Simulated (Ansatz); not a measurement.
Method: DFT PBE, scalar-relativistic, plane waves, PAW (Ansatz). All cells share a 420 eV cutoff and Γ-centred k meshes spaced at most about 0.3 Å⁻¹ (about 0.25 or finer for metals, 2π included). No spin polarisation in the final relaxations.

These are static total energies at zero pressure.

Two relaxed structures of HfF₅:

1.

```xyz
6
Lattice="3.9707 0.0000 0.0000 0.0000 4.1564 0.0000 0.0000 0.0000 7.3041" Properties=species:S:1:pos:R:3 pbc="T T T"
Hf    1.9853    0.0000    3.6520
F     1.9853    0.0000    1.6299
F     1.9853    0.0000    5.6742
F     1.9853    2.0782    3.6520
F     0.0000    0.0000    2.5984
F     0.0000    0.0000    4.7056
```

2.

```xyz
6
Lattice="2.0865 -5.5311 0.0000 2.0865 5.5311 0.0000 0.0000 0.0000 5.1144" Properties=species:S:1:pos:R:3 pbc="T T T"
Hf    2.0865    0.0000    2.5572
F     2.0865    1.4591    3.9089
F     2.0865   -1.4591    3.9089
F     2.0865   -1.4591    1.2055
F     2.0865    1.4591    1.2055
F     0.0000    0.0000    2.5572
```

**Question.** Which form is favoured at zero pressure, and by what margin per atom?

**Answer.** Cell 2 is lower, by 111 meV/atom. Cell 1 has space group Pmmm (No. 47), 20.1 Å³/atom and no gap on its mesh; cell 2 has space group Cmmm (No. 65), 19.7 Å³/atom and no gap. Counting F atoms around Hf (those within 1.25 times the shortest such distance or 1.15 times the sum of covalent radii), cell 1 has Hf 8 and cell 2 has Hf 6. Both come from invented guesses.

No dispersion correction is applied, so the spacing and binding between layers, chains or molecules are poorly described (Pmmm, Cmmm), and this can change margins and order among such cells. These runs have no spin–orbit coupling, which can matter for Hf. In Pmmm, Cmmm an odd number of electrons in the primitive cell allows no gap without spin; a larger cell or a magnetic state could open one. A magnetic state wasn't ruled out in cells without spin, among them Pmmm, Cmmm. Cells relaxed within their symmetry can be saddle points.

The six-coordinate chain structure lies 111 meV/atom below the eight-coordinate one, but neither arrangement resolves the electron count. Hafnium has only four valence electrons, so five fluorides can't all reach a closed shell. The missing electron should leave a hole in the F 2p states, since oxidising Hf⁴⁺ further would mean breaking into its closed shell. The absence of a gap therefore probably reflects a partly empty fluorine band rather than Hf 5d conduction.

The coordinates fit this picture. Both cells contain F–F contacts well short of the usual fluoride separation, though far longer than the bond in F₂, which suggests that the hole is partly shared between fluorines. The closest pair in cell 1 bridges the same two Hf atoms, whereas in cell 2 the short contacts link neighbouring chains. Less crowding around Hf is a plausible reason for cell 2's advantage, but the energies don't separate it from the F–F interaction. The ranking also doesn't show that HfF₅ would survive against loss of fluorine to give the well-known tetrafluoride.
